**Speaker.** Fixed-node diffusion Monte Carlo (DMC) returns $E_{\rm FN}$, the lowest Dirichlet eigenvalue among the nodal pockets of a real trial function $\Psi_T$. What does it bound for an excited state? Foulkes, Hood and Needs answered this in 1999.

Let $H$ be kinetic energy plus a local potential, invariant under a finite group $G$ of coordinate operations. Suppose $g\Psi_T=\chi(g)\Psi_T$ with $\chi=\pm1$. Every $g$ then maps the node onto itself and permutes the pockets. Take the ground state $\phi$ of the lowest pocket, zero outside it, with the sign of $\Psi_T$, and form
$$\Phi=\sum_{g}\chi(g)\,g\phi .$$
Each term has the sign of $\chi(g)\,g\Psi_T=\Psi_T$, so nothing cancels and $\Phi\neq0$. Inside every pocket $H\Phi=E_{\rm FN}\Phi$, and the kinks sit where $\Phi=0$, so the expectation value of $H$ in $\Phi$ is $E_{\rm FN}$. Since $\Phi$ transforms as $\chi$, Rayleigh–Ritz gives $E_{\rm FN}\ge E_0^{\chi}$. Like-spin permutations join $G$ with $\chi$ their sign.

For a multidimensional representation $g$ generally moves the node, so the kinks of $g\phi$ fall where other terms are finite. The proof survives only for a subgroup $K$ under which $\Psi_T$ is one-dimensional. The floor is the lowest level among all representations of $G$ whose restriction to $K$ contains $\chi$. For $C_{3v}$ and a mirror subgroup $C_s$: $A_1\to A'$, $A_2\to A''$, $E\to A'+A''$.

**The model.** In NV$^-$ with $M_S=1$, majority spins fill $a_1e_xe_y$, a determinant of $A_2$ symmetry that I freeze as a non-interacting spectator with exact nodes. The minority electron goes from $a_1$ (${}^3A_2$) to $e$ (${}^3E$). Put it on a ring through the three carbons at $\theta=0,\pm2\pi/3$, with mirror $\theta\to-\theta$:
$$H=-B\,\partial_\theta^2+V_3\cos3\theta .$$
Start with $V_3=0$. The exact levels are $Bm^2$, and the lowest of each symmetry is $0$ for $a_1$, $B$ for $e$ and $9B$ for $a_2$ ($\sin3\theta$). I choose $B=2.0$ eV to reproduce the typical size of the triplet transition.

The harmonics $m=1$ and $m=-2$ acquire the same phase under $C_3$, so
$$\Psi_x=\cos\theta+\lambda\cos2\theta,\qquad \Psi_y=\sin\theta-\lambda\sin2\theta$$
are pure $E$ partners. Both have the variational energy $E_V=B(1+4\lambda^2)/(1+\lambda^2)\ge B$.

For $0<\lambda<1$, $\Psi_x$ has two nodes $\pm\theta_0$, from $2\lambda\cos^2\theta_0+\cos\theta_0-\lambda=0$:
$$\cos\theta_0=\frac{\sqrt{1+8\lambda^2}-1}{4\lambda}>0 .$$
A pocket of width $w$ has energy $B(\pi/w)^2$. The pocket around $\pi$ is the wider one, with $w=2(\pi-\theta_0)>\pi$, so
$$E^x_{\rm FN}=B\left[\frac{\pi}{2(\pi-\theta_0)}\right]^2<B,\qquad E^x_{\rm FN}\approx B\left(1-\frac{4\lambda}{\pi}\right)\ (\lambda\ll1).$$
The partner factorises as $\Psi_y=\sin\theta\,(1-2\lambda\cos\theta)$. For $\lambda\le1/2$ its nodes are $0$ and $\pi$, so $E^y_{\rm FN}=B$. For $1/2<\lambda<1$ extra nodes appear at $\cos\theta_1=1/2\lambda$, with $\theta_1<\pi/3$, and $E^y_{\rm FN}=B[\pi/(\pi-\theta_1)]^2>B$.

| $\lambda$ | $\theta_0$ (deg) | $E^x_{\rm FN}$ (eV) | $E^y_{\rm FN}$ (eV) | $E_V$ (eV) |
|---|---|---|---|---|
| 0.1 | 84.4 | 1.77 | 2.00 | 2.06 |
| 0.3 | 75.0 | 1.47 | 2.00 | 2.50 |
| 0.8 | 62.6 | 1.17 | 3.91 | 4.34 |

Compare with the general statement. $\Psi_y$ is mirror-odd, its floor is $\min(B,9B)=B$, and the floor holds. $\Psi_x$ is mirror-even, its floor is $\min(0,B)=0$, and it falls below the exact $e$ level while staying above zero.

**Question.** Where does the wrong symmetry get in?

**Speaker.** Walkers in the narrow pocket die out, leaving a single-signed $\phi=\cos[\pi(\theta-\pi)/2a]$ for $|\theta-\pi|<a$, with $a=\pi-\theta_0$. Its normalised squared overlap with the constant $a_1$ state is $8a/\pi^3$, which is 0.43 at $\lambda=0.1$. The error of $E^x_{\rm FN}$ is linear in $\lambda$ and negative. That of $E_V$ is $3B\lambda^2/(1+\lambda^2)$, quadratic and positive.

**Question.** A free ring has more symmetry than $C_{3v}$. Is this an artefact?

**Speaker.** Switch on $V_3=-0.6$ eV, which puts wells on the carbons, and take plain $\cos\theta$. The potential couples $m=1$ to $-2$ and $4$ with element $V_3/2$ and has no diagonal element. The exact $e$ level is therefore
$$B-\frac{V_3^2}{4}\left(\frac1{3B}+\frac1{15B}\right)=B-\frac{V_3^2}{10B}$$
to second order, or 1.982 eV. Diagonalising the $m=1+3k$ block gives the same digits. In the pocket $|\theta|<\pi/2$ use $\cos\theta$ as a variational function:
$$\langle\cos3\theta\rangle=\frac2\pi\int_{-\pi/2}^{\pi/2}\cos^2\theta\cos3\theta\,d\theta=\frac{8}{15\pi}.$$
Hence $E^x_{\rm FN}\le B-8|V_3|/15\pi=1.898$ eV, at least 0.084 eV below exact. The nodes of $\sin\theta$ stay exact, because the lowest odd state vanishes only at $0$ and $\pi$.

**Question.** Which ${}^3E$ component should I compute?

**Speaker.** Multiply by the mirror-odd spectator. Promotion to $e_x$ gives $A''$, shared with ${}^3A_2$, so the only floor is the ground state. Promotion to $e_y$ gives $A'$, whose floor is ${}^3E$ itself, provided no $A'$ state with $M_S=1$ lies lower. With many electrons the mirror no longer fixes the whole node, so expect an inequality, not equality. The supercell, orbitals and Jastrow factor must keep the mirror. The proof also assumed a local potential, so nonlocal pseudopotentials need separate care.

**Question.** And ${}^1E$?

**Speaker.** In the typical ordering ${}^3A_2<{}^1E<{}^1A_1<{}^3E$, the $A'$ component $e_xe_x-e_ye_y$ is protected by the mirror alone. The $A''$ component shares its mirror parity with ${}^3A_2$ at $M_S=0$. Swapping all up and down coordinates is a further symmetry, under which even and odd $S$ have opposite sign. A trial function with the singlet's swap parity therefore excludes triplets from the floor.

**Question.** Why not use $C_3$?

**Speaker.** No real $E$ function is one-dimensional under $C_3$, but $\Psi_x+i\Psi_y=e^{i\theta}+\lambda e^{-2i\theta}$ is, and it has no zero for $\lambda<1$. Fix its phase $\varphi$. The amplitude then feels the extra potential $B\varphi'^2$, which is $C_3$-invariant, so the nodeless ground amplitude $\rho$ is invariant. Then $\rho e^{i\varphi}$ carries a complex character that only $E$ contains, and the fixed-phase energy bounds the $e$ level from above.

**Question.** How much of this is diamond?

**Speaker.** The symmetry labels. The ring's next levels, $4B=8$ eV and $9B=18$ eV above $a_1$, exceed the compiled gap of 5.48 eV (Chen 2018, 300 K) and are not defect levels. $B$ was chosen, and $\lambda$ and $V_3$ are illustrative. Ground-state DMC is exact on the ring because the $a_1$ state is nodeless, so the 0.23 eV shortfall in excitation energy at $\lambda=0.1$ is the model's number. What transfers is that the mirror-unprotected component can err downward, at first order in the nodal displacement.